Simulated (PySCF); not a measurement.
**Telling isomers of C3H4F2 apart by their spectra**

These gas-phase data were calculated for one isomer of C3H4F2 at PBE0-D4/def2-SVP (harmonic, unscaled wavenumbers; equilibrium rotational constants with average atomic masses):

| Quantity | Value |
| --- | --- |
| rotational constants | 11.61, 3.588, 3.092 GHz |
| all wavenumbers above 1500 cm⁻¹ | 3268, 3191, 3191, 3160, 1530 |

Candidates:

(1) `F[C@@H]1C[C@@H]1F`, a singlet
(2) `F[C@@H]1C[C@H]1F`, a singlet
(3) `FC1(F)CC1`, a singlet

Which structure fits? Where the bands don't settle it, estimate the moments of inertia from typical bond lengths.

Candidate (2). The rotational constants decide: (1) would give 8.012, 5.012, 3.702 GHz; (3) would give 7.252, 5.605, 4.265 GHz.

The same quantities for all candidates:

```
     rotational constants (GHz)   wavenumbers above 1500 cm⁻¹  E above the lowest, PBE0-D4/def2-SVP (kcal/mol)
(1)         8.012, 5.012, 3.702  3264, 3185, 3176, 3157, 1518                                             11.6
(2)         11.61, 3.588, 3.092  3268, 3191, 3191, 3160, 1530                                              8.9
(3)         7.252, 5.605, 4.265  3274, 3266, 3164, 3162, 1547                                              0.0
```

Harmonic stretches to hydrogen usually lie a few per cent above observed fundamentals. Programs: PySCF 2.14.0.

The constants identify the trans 1,2-isomer. With the fluorines on opposite faces of the ring, the two heaviest atoms lie far apart and close to one axis, so the moment about that axis is small and the other two are large. Moving them to the same face, and then onto one carbon, makes the molecule more compact: the largest constant falls and the two smaller ones rise.

The C–H stretches separate the 1,1-isomer, whose two CH2 groups give an upper and a lower pair, from the 1,2-isomers, where CH stretches fall in between. They hardly distinguish cis from trans, because the local C–H bonding is nearly the same.

The energies follow a different logic. Geminal fluorines strengthen each other's C–F bonds through lone-pair donation into C–F antibonding orbitals, which probably accounts for the 1,1-isomer being lowest. The cis form probably lies above the trans because its C–F dipoles and fluorine lone pairs repel more strongly. The assignment doesn't fix the handedness of the trans isomer, since its enantiomers share the same constants and wavenumbers.
